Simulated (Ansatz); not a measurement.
Ta: pressure and energy change per atom against volume scale

Plane-wave DFT, scalar-relativistic PAW made under PBE with cores redone for the functional, no dispersion; the given relaxed cell is scaled uniformly, energy at zero smearing counts from the unscaled cell, pressure at the given Fermi-Dirac smearing is positive in compression. The results are calculated, by Ansatz 0.2.0.

The cell before it is scaled or strained (space group Im-3m, No. 229):
```
Ta
1.0
     -1.6419     1.6419     1.6419
      1.6419    -1.6419     1.6419
      1.6419     1.6419    -1.6419
Ta
1
Direct
  0.00000 0.00000 0.00000
```

Settings of every row: spin polarised no; functional PBEsol; wave cutoff 420 eV; smearing width 0.1 eV; k mesh 22x22x22.

Atom starting moment: 0 on all atoms.

Limits: no spin-orbit coupling, which can matter with elements this heavy.

| row | volume scale | V (Å³/atom) | pressure (GPa) | energy change per atom (meV) |
| --- | --- | --- | --- | --- |
| 1 | 0.88 | 15.581 | 32.97 | 192.19 |
| 2 | 0.92 | 16.289 | 19.67 | 78.03 |
| 3 | 0.96 | 16.997 | ? | ? |
| 4 | 1.04 | 18.413 | -7.75 | 19.04 |
| 5 | 1.08 | 19.122 | -13.95 | 68.16 |
| 6 | 1.12 | 19.83 | -19.09 | 142.33 |

Question: what pressure and energy change per atom should row 3 give?

Worked fit of pressure. Take u = (V_r/V)^(2/3) − 1 with V_r = 18.413 Å³ an atom, which is twice the finite (Eulerian) strain; such expansions in the strain, on which the Birch-Murnaghan equation of state is built, carry the rest volume and the bulk modulus. The shown rows have u = 0.11777, 0.08514, 0, -0.02487, -0.04822. Least squares give pressure = −7.794 + 265.935 × u + 677.23 × u² GPa; a straight line predicts inner rows, each left out in turn, worse (root mean square 1.9 against 0.12 GPa). The rows lie off it by 0.05, -0.09, 0.04, 0.04, -0.05 (root mean square 0.057 GPa). The pressure vanishes at u = 0.0274, or V = 17.68 Å³ an atom, and there the bulk modulus at fixed shape and fractions is B = −V dP/dV = (2/3)(1 + u) dP/du = 208 GPa. The withheld row has u = 0.0548, so the fit gives −7.794 + 265.935 × (0.0548) + 677.23 × (0.0548)² = 8.81 GPa.

The calculation gave 8.75 GPa. The fit lies 0.06 GPa (0.12 % of the column's range) above it; its largest miss of a shown row is 0.09 GPa.

Worked fit of energy change per atom. Take u = (V_r/V)^(2/3) − 1 with V_r = 18.413 Å³ an atom, which is twice the finite (Eulerian) strain; such expansions in the strain, on which the Birch-Murnaghan equation of state is built, carry the rest volume and the bulk modulus. The shown rows have u = 0.11777, 0.08514, 0, -0.02487, -0.04822. Least squares give energy change per atom = 19.32 − 1376.943 × u + 24183.28 × u² meV; a straight line predicts inner rows, each left out in turn, worse (root mean square 68 against 0.88 meV). The rows lie off it by -0.38, 0.64, -0.28, -0.36, 0.38 (root mean square 0.43 meV). The withheld row has u = 0.0548, so the fit gives 19.32 − 1376.943 × (0.0548) + 24183.28 × (0.0548)² = 16.49 meV.

The calculation gave 17.14 meV. The fit lies 0.65 meV (3.8 % of the value, 0.37 % of the column's range) below it; its largest miss of a shown row is 0.64 meV.
